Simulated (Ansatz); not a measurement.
Pb: energy change per atom and pressure against volume scale

All results are calculated (Ansatz 0.2.0). Plane-wave DFT, scalar-relativistic PAW made under PBE with cores redone for the functional, no dispersion; the given relaxed cell is scaled uniformly, energy at zero smearing counts from the unscaled cell, pressure at the given Fermi-Dirac smearing is positive in compression.

The cell before it is scaled or strained (space group P6_3/mmc, No. 194):
```
Pb
1.0
      3.4762     0.0000     0.0000
     -1.7381     3.0105     0.0000
      0.0000     0.0000     5.7014
Pb
2
Direct
  0.33333 0.66667 0.25000
  0.66667 0.33333 0.75000
```

Settings of every row: spin polarised no; functional PBEsol; wave cutoff 420 eV; smearing width 0.1 eV; k mesh 12x12x6.

Atom starting moment: 0 on all atoms.

Limits: no spin-orbit coupling, which can matter with elements this heavy; the cell comes from a prototype or a list of computed structures and needn't be the stable phase.

```csv
row,volume scale,V (Å³/atom),energy change per atom (meV),pressure (GPa)
1,0.88,26.253,80.66,8.29
2,0.92,27.446,32.59,4.85
3,0.96,28.64,7.28,2.13
4,1.04,31.026,6.98,-1.7
5,1.08,32.219,?,?
6,1.12,33.413,52.16,-4.09
```

Question: what energy change per atom and pressure should row 5 give?

Worked fit of energy change per atom. Take u = (V_r/V)^(2/3) − 1 with V_r = 28.64 Å³ an atom, which is twice the finite (Eulerian) strain; such expansions in the strain, on which the Birch-Murnaghan equation of state is built, carry the rest volume and the bulk modulus. The shown rows have u = 0.05973, 0.0288, 0, -0.05195, -0.09766. Least squares give energy change per atom = 7.599 + 580.25 × u + 10648.3 × u² meV; a straight line predicts inner rows, each left out in turn, worse (root mean square 30 against 1 meV). The rows lie off it by 0.41, -0.55, -0.32, 0.79, -0.33 (root mean square 0.51 meV). The withheld row has u = -0.0755, so the fit gives 7.599 + 580.25 × (-0.0755) + 10648.3 × (-0.0755)² = 24.49 meV.

The calculation gave 25.17 meV. The fit lies 0.68 meV (2.7 % of the value, 0.92 % of the column's range) below it; its largest miss of a shown row is 0.79 meV.

Worked fit of pressure. Take u = (V_r/V)^(2/3) − 1 with V_r = 28.64 Å³ an atom, which is twice the finite (Eulerian) strain; such expansions in the strain, on which the Birch-Murnaghan equation of state is built, carry the rest volume and the bulk modulus. The shown rows have u = 0.05973, 0.0288, 0, -0.05195, -0.09766. Least squares give pressure = 2.149 + 87.73 × u + 246.1 × u² GPa; a straight line predicts inner rows, each left out in turn, worse (root mean square 0.7 against 0.057 GPa). The rows lie off it by 0.02, -0.03, -0.02, 0.04, -0.02. The pressure vanishes at u = -0.0265, or V = 29.82 Å³ an atom, and there the bulk modulus at fixed shape and fractions is B = −V dP/dV = (2/3)(1 + u) dP/du = 48.5 GPa. Letting shape and atoms relax would as a rule lower it, by much in layered, chain or molecular crystals. The withheld row has u = -0.0755, so the fit gives 2.149 + 87.73 × (-0.0755) + 246.1 × (-0.0755)² = -3.07 GPa.

The calculation gave -3.04 GPa. The fit lies 0.03 GPa (0.24 % of the column's range) below it; its largest miss of a shown row is 0.04 GPa.
